## How can the energy be 3 eV per atom off while the forces look almost right?

I ran a cutoff test on BaAlGe, with the atoms deliberately pushed a little out of place so that there are real forces to compare. At 200 eV the energy is hopeless, yet the pressure is off by only about 1 GPa and no force component by much more than 0.07 eV/Å. Then, between 250 and 300 eV, the energy improves eightfold and the forces hardly at all. Why don't the three quantities converge together?

BaAlGe, 3-atom cell with atoms displaced at random, in Ansatz 0.2.0: PBEsol, scalar-relativistic PAW, no spin polarisation, 8×8×6 k mesh, Gaussian smearing of 0.1 eV. The reference is a 600 eV cutoff at the same geometry. Energies are for zero smearing, pressure is positive in compression and corrected for the finite cutoff, and the force change is the largest over atoms and axes.

```csv
wave cutoff (eV),energy less reference (meV/atom),pressure less reference (GPa),largest force change (eV/Å),plane waves at gamma
200,3080,0.977,0.0716,527
250,482,0.187,0.00935,779
300,60.3,0.104,0.00742,999
350,6,0.019,0.00112,1283
420,0.54,0.001,8.00e-05,1687
```

### Answer

Start with a limiting case: the same atoms, so far apart that they don't notice each other. A low cutoff still describes each atom badly, so the total energy is badly wrong. But the error is the same wherever the atoms sit. Forces and pressure are slopes of the energy with position and volume, and a constant has no slope. Your crystal at low cutoff is close to this limit.

The table lets you check this. At 200 eV the largest force error is 0.0716 eV/Å, so moving that atom by 0.1 Å along that axis changes the energy error by about 7 meV, to first order. The error itself is 3 × 3080 meV for the three atoms, more than a thousand times as much. The pressure error tells the same story: a volume change of 1 % alters the energy error by less than a thousandth of itself at 200 and 250 eV. At 300 and 350 eV that share is larger, but at every cutoff it stays below 1 %.

The likely main carrier of this error is the filled 3d shell of germanium. The calculation treats 27 electrons, which fits ten from barium, three from aluminium and fourteen from germanium, its 3d shell included. That shell is compact, so it needs short waves, and it takes little part in bonding, so its error travels with the atom. No run here isolates it, but the general rule is well established: the most compact orbitals treated explicitly usually set the cutoff.

The energy error falls so steeply because PAW replaces the true orbitals by smooth ones, whose short-wave content fades quickly. From 200 to 420 eV the number of plane waves roughly triples, while the energy error shrinks by a factor of more than 5000. The fall per 50 eV quickens up to 350 eV and then slows. A weak short-wave tail of the smooth orbitals could cause that slowing, but this is a guess, and the density cutoff, which was raised in step, may also play a part.

Now the stubborn step from 250 to 300 eV. Extra plane waves give the orbitals more freedom and so push the energy down, towards its limit from one side. A slope has no such preferred side: its error can pass through zero and come out with the opposite sign. On the third atom, the error of the y force goes from −0.0076 to +0.0074 eV/Å in this step. The x component, which was the worst at 250 eV, does improve, but the column shows only the largest error, and y has taken over that place.

The pressure error also less than halves in this step, and here there is a further reason for caution. The pressures have already been corrected for the finite cutoff, and the correction is large. If the cell is compressed with a fixed set of plane waves, the waves shorten and the effective cutoff rises as V^(−2/3), where V is the volume. The basis improves, compression looks too cheap, and the uncorrected pressure comes out too low by

ΔP = (2/3) · (E_cut/V) · |dE/dE_cut|,

with E the energy and V the volume, both per atom, and E_cut the cutoff. Between 200 and 250 eV the slope is (3.080 − 0.482) eV / 50 eV ≈ 0.052. With E_cut = 225 eV and V = 28.37 Å³, this gives 0.27 eV/Å³, or about 44 GPa.

The same estimate gives roughly 9 GPa between 250 and 300 eV and 1.3 GPa between 300 and 350 eV, so at 300 eV itself the correction lies somewhere between. An inaccuracy of a few per cent in it would be as large as the pressure error you see there, so that column may partly reflect the correction itself. Forces need no such repair, because plane waves do not move with the atoms. The analysis printed below gives these estimates for each step.

In practice, compare the energies of different structures only at the same cutoff: mixing 300 and 350 eV would add a false difference of about 54 meV/atom. At equal cutoff much of the error should cancel, though these runs show it only for small changes around one geometry. But 200 eV is still too low for the pressure, which there has the wrong sign: +0.45 instead of −0.53 GPa. The program itself flags every cutoff up to 350 eV as below its recommendation. Test the quantity you need, not just the total energy.

Numerical output:

```
Factor by which the error falls from the row above:
  row  energy  energy per 50 eV  force
  250    6.39              6.39  7.658
  300   7.993             7.993   1.26
  350   10.05             10.05  6.625
  420   11.11             5.584     14
Change of the energy error with geometry:
  row  meV/atom for 1 % volume  % of error  meV/cell for 0.1 Å move  % of cell error
  200                     1.73     0.05616                     7.16          0.07749
  250                   0.3311     0.06869                    0.935          0.06466
  300                   0.1841      0.3054                    0.742           0.4102
  350                  0.03364      0.5607                    0.112           0.6222
  420                  0.00177      0.3279                    0.008           0.4938
Force errors on the third atom in eV/Å and estimated pressure correction in GPa:
  row  x force error  y force error  correction between this row and the one above
  200        0.01007        -0.0716                                            n/a
  250       -0.00935       -0.00755                                          44.02
  300       -0.00271        0.00741                                          8.733
  350        0.00078       -0.00018                                          1.329
  420          3e-05         -4e-05                                         0.1131
Fall of the energy error from 200 to 420 eV (factor): 5704
Growth of the number of plane waves from 200 to 420 eV (factor): 3.201
Fall of the pressure error from 250 to 300 eV (factor): 300 1.798
Fall of the pressure error from 300 to 350 eV (factor): 350 5.474
Largest force error as % of the largest reference force component, by row: 200 8.734, 250 1.141, 300 0.9051, 350 0.1366, 420 0.009759
Pressure at 200 eV in GPa: 0.4484
Pressure at the reference cutoff in GPa: -0.5285
Electrons of Ba 5s5p6s with Al 3s3p and Ge 3d4s4p: 27
```
